Each row is a fine-structure level of the free As atom in $4s^2 4p^3$, labelled by term and total angular momentum $J$ (o marks odd parity), and its energy is the height above the ground level $^4S_{3/2}$. The three computed columns give calculated less measured (NIST) energy for CASSCF or CASPT2 terms, coupled afterwards by spin-orbit interaction. The scales to remember are $10^4$ cm$^{-1}$ for term gaps, a few thousand for what correlation does to them, and a few hundred for fine structure, although the 4p spin-orbit constant exceeds $10^3$ cm$^{-1}$.

As atom, OpenMolcas 26.06: state-averaged CASSCF and SS-CASPT2 (IPEA shift 0.25, imaginary shift 0.1 hartree), ANO-RCC-VDZP, DKH2, point nucleus, spin-orbit coupling by RASSI with atomic mean-field integrals. Brackets give the active shells; term energies are means over components. Levels are counted from the ground level and paired with NIST's by configuration, term and J.

```csv
level,measured (cm⁻¹),CASSCF (4p) less measured (cm⁻¹),SS-CASPT2 (4p) less measured (cm⁻¹),SS-CASPT2 (4s 4p) less measured (cm⁻¹)
4s2.4p3 4So 3/2,0,0,0,0
4s2.4p3 2Do 3/2,10593,3850,2370,2190
4s2.4p3 2Do 5/2,10915,3710,2270,2120
4s2.4p3 2Po 1/2,18186,5970,2990,1680
4s2.4p3 2Po 3/2,18648,5760,2820,1500
```

The zeros of the first row hold by construction. Every other error is positive: 31–36 % of the measured energy in CASSCF, 15–22 % in CASPT2 (4p), 8–21 % with 4s active.

The gaps come from repulsion within 4p. Two p electrons couple to $^3P$, $^1D$ or $^1S$ at $-5F_2$, $+F_2$ and $+10F_2$, where $F_2$ is the quadrupole part of their repulsion. The $^4S$ term holds three $^3P$ pairs ($-15F_2$); $^2D$ holds $\tfrac32\,^3P+\tfrac32\,^1D$ ($-6F_2$); $^2P$ holds $\tfrac32\,^3P+\tfrac56\,^1D+\tfrac23\,^1S$ (zero). The doublets thus lie at $9F_2$ and $15F_2$, ratio 1.667. CASSCF (4p) has this algebra built in, so its 1.654 tests nothing; the small departure arises because $^4S$ has its own orbitals, which widens both gaps by about 270 cm$^{-1}$. The measured terms, after removal of the spin-orbit lowering of the ground level, give 1.675, with an effective $F_2$ near 1200 against about 1600 cm$^{-1}$. One factor of 0.747 fitted to both terms maps CASSCF on measurement within 100 cm$^{-1}$. That is why the CASSCF error is larger for $^2P$ than for $^2D$, though a single factor may hide corrections that compensate.

The sign is standard physics. Parallel spins already avoid each other through exchange, singlet pairs do not, so dynamic correlation lowers the doublets more. The total energies agree: CASPT2 (4p) lowers $^4S$ by about 14900, $^2D$ by 16400 and $^2P$ by 17900 cm$^{-1}$. It thereby recovers 38 % of the shift needed for the $^2D$ term and 49 % for $^2P$, the one term with a $^1S$ pair and the only one that the $4s^2\to4p^2$ excitation can lower. Reference weights of 0.94–0.97 give no sign of intruder states.

Opening 4s admits $4p^5$, whose only term is $^2P$; $^4S$ and $^2D$ cannot mix with it. The occupations show this: 4s holds 1.957 electrons in $^2P$ and 2 in the others, a weight $w=(2-1.957)/2=0.0215$. The $^2P$ term falls by about 1350 cm$^{-1}$ relative to $^4S$. This is less than the whole mixing, of order a few thousand, because CASPT2 (4p) already correlates 4s perturbatively. The 154 cm$^{-1}$ fall of $^2D$ is no real gain. It is comparable to the artificial spread of the $^2D$ components (196 and 145 cm$^{-1}$), and in total energy $^4S$ rises by 200 while $^2D$ rises by 46. The CASSCF reference energy of $^4S$ is the same in both runs ($-2258.94383$ hartree), so the rise comes from the perturbation step, which now treats 4s as active; the runs do not isolate it further. For mixing within the valence s and p shells, the rule is that a closed s shell penalises only those terms of $p^n$ that recur in $p^{n+2}$.

With 4s active the order of errors flips, $^2P$ now erring less than $^2D$, and the gap $^2P_{1/2}-{}^2D_{5/2}$ goes from 720 too wide to 440 cm$^{-1}$ too narrow. What remains is mostly a common excess of roughly 2000 cm$^{-1}$ of the doublets over $^4S$. Symmetry points to the 5s4p2d basis: $p^2f$ contains $^2D$ and $^2P$ but no $^4S$, and it reaches $^2D$ through the larger share of $^1D$ pairs. Without f functions the doublets, $^2D$ most, lose a lowering. This is an argument only; the level shifts and higher orders could contribute as well.

In a half-filled shell first-order spin-orbit coupling vanishes. $^2D_{5/2}$ and $^2P_{1/2}$ have no partner of equal $J$ and stay put. For $J=3/2$, $^2P$ couples to $^4S$ with $\zeta$, the 4p spin-orbit constant, and to $^2D$ with $\tfrac{\sqrt5}{2}\zeta$; the two levels are 98 % pure in CASSCF. With $D$ and $P$ the term energies, second order gives

$$\Delta(^2D)=\frac{5\zeta^2/4}{P-D},\qquad \Delta(^2P)=\Delta(^2D)+\frac{\zeta^2}{P}.$$

The CASSCF $^2D$ splitting of 185.9 cm$^{-1}$ fixes $\zeta=1208$ cm$^{-1}$ in the full $3\times3$ matrix. One constant for both couplings is an approximation: it gives 247 for the CASSCF $^2P$ splitting against the run's 249.4, so the coupling to $^4S$, which has its own orbitals, is slightly stronger. For CASPT2 (4p), which was not used for this, $D=13113$ and $P=21105$, so $\Delta(^2D)=1.25\times1208^2/7992=228$ and $\Delta(^2P)=228+1208^2/21105=297$ cm$^{-1}$. The table gives $322+2270-2370=222$ and $462+2820-2990=292$, each good to $\pm10$. Both (4p) columns share the same wavefunctions, so this confirms that only the denominators changed, not that $\zeta$ is right.

The irregular entry is the $^2P$ splitting with 4s active: 282 against 292 cm$^{-1}$ in the rounded table. The M1 rates $A$ and line strengths $S$ of the runs fix the unrounded spacings $\sigma$, since $A\propto\sigma^3S$, and give 290 against 292. The splitting does not grow, although narrower gaps should widen it, as they do for $^2D$ (252). The $4p^5$ admixture is a one-hole state with inverted first-order structure, $+w\zeta$ for $J=1/2$ and $-w\zeta/2$ for $J=3/2$. That predicts $0.0215\times1208=26$ cm$^{-1}$, and $^2P_{1/2}$ lies $30\pm5$ above its unshifted position in the table and 26 above it by the M1 rates, against zero in the (4p) columns. The trace of the $J=3/2$ matrix gives a second check. The ground lowering less the difference of the two splittings is zero for pure $p^3$ and $1.5\,w\zeta=39$ cm$^{-1}$ with the admixture; the unrounded spacings give about 40.

All computed splittings are too small, 55–78 % of the measured ones in the rounded table. In the (4p) columns two causes add: term gaps that are too wide and a $\zeta$ that is too small. With 4s active the gap between $^2D$ and $^2P$ is too narrow, so the small $^2D$ splitting there points to $\zeta$ alone, while the $4p^5$ admixture also reduces the $^2P$ splitting. Measured term gaps with the computed $\zeta$ raise the CASSCF $^2D$ splitting from 186 to 239 cm$^{-1}$; reaching 322 needs $\zeta\approx1420$, so the computed constant is about 15 % low and its square 27 %. A tight contraction, the mean-field operator and a core that does not polarise in the coupled wavefunctions are guesses at the cause. The measured $\zeta$ depends on the model: this value yields 434 instead of 462 for $^2P$, a three-parameter fit to the four measured levels gives about 1450 with residuals up to 7 cm$^{-1}$, and adding the computed $w$ worsens these to 18. The output below lists the residuals. Since the splittings here go mainly as $\zeta^2$ over a gap, a relative error in $\zeta$ counts about double.

Numerical output:

```
All cm-1. Rounding: errors +-5, splittings +-10, trace +-20; 2D spread 196 (PT2p), 145 (PT2sp)
CAS levels [14443. 14625. 24156. 24408.] err % [36.3 34.  32.8 30.9]
PT2p levels [12963. 13185. 21176. 21468.] err % [22.4 20.8 16.4 15.1]
PT2sp levels [12783. 13035. 19866. 20148.] err % [20.7 19.4  9.2  8. ]
Terms: 2D, 2P, ratio (Slater 1.667), F2=2D/9, F2=gap/6, 2D-9*gap/6; level gap 2P1/2-2D5/2, its error
CAS: 14564 24093 1.654 1618 1588 272; 9531 +2260
PT2p: 13113 21105 1.609 1457 1332 1125; 7991 +720
PT2sp: 12959 19759 1.525 1440 1133 2760; 6831 -440
meas: 10775 18046 1.675 1197 1212 -132; 7271 +0
meas = k*CAS terms: k 0.747, residuals [ 98. -59.] meas/CAS [0.74  0.749]
Shift from CAS: 2D, 2P, ratio, % of needed | pair bookkeeping 1D-3P, 1S-3P, % of needed (no test)
PT2p [-1451. -2987.] 2.06 [38. 49.] | [ -968. -3272.] [38. 55.]
PT2sp [-1605. -4333.] 2.7 [42. 72.] | [-1070. -5163.] [42. 87.]
meas [-3789. -6047.] 1.6 [100. 100.] | [-2526. -5912.] [100. 100.]
PT2p correlation 4S, 2D, 2P: -14926 [-16378. -17914.]
opening 4s: terms vs 4S [ -154. -1346.] ; absolute 4S +200 (+-2), 2D, 2P [   46. -1146.]
4p5 weight w 0.0215; w*2*E(4P) = 2965 (order of magnitude of full mixing)
Fine structure: 2D split, 2P split, % of meas; zeta from 2D split (range for +-10)
CAS: 182 252 57% 55%; 1195 (1161-1228)
PT2p: 222 292 69% 63%; 1216 (1187-1244)
PT2sp: 252 282 78% 61%; 1214 (1188-1239)
meas: 322 462 100% 100%; 1416 (1392-1439)
unrounded CAS 2D split 185.9: zeta 1208; /meas 0.853, squared 0.728
Run lowering | trace w=0 | trace+1.5w*zeta | 2D5/2-term-low | 2P1/2-term-low | w*zeta
CAS: 63 | 70 | 70 | -3 | -0 | 0
PT2p: 72 | 70 | 70 | -1 | -2 | 0
PT2sp: 76 | 30 | 69 | -1 | +30 | 26
meas lowering by trace rule 140; model with meas zeta(2D) gives 112
Run terms + CAS zeta, nothing fitted: residuals of 4 levels
CAS w=0.000 [-4.  0. -3. -8.]
PT2p w=0.000 [ 0. -2. -1. -5.]
PT2sp w=0.000 [ -4.  -1. -33.  14.]
PT2sp w=0.021 [-1. -3. -8. -7.]
meas fit w=0.000: 2D, 2P, zeta [10805. 18074.  1447.] residuals [-7.  7.  5. -5.]
meas fit w=0.021: 2D, 2P, zeta [10808. 18043.  1510.] residuals [-18.  18.  14. -14.]
CAS terms, CAS zeta: 2D split 186, 2P split 247
meas terms, CAS zeta: 2D split 239, 2P split 320
meas terms, meas zeta: 2D split 322, 2P split 434
```
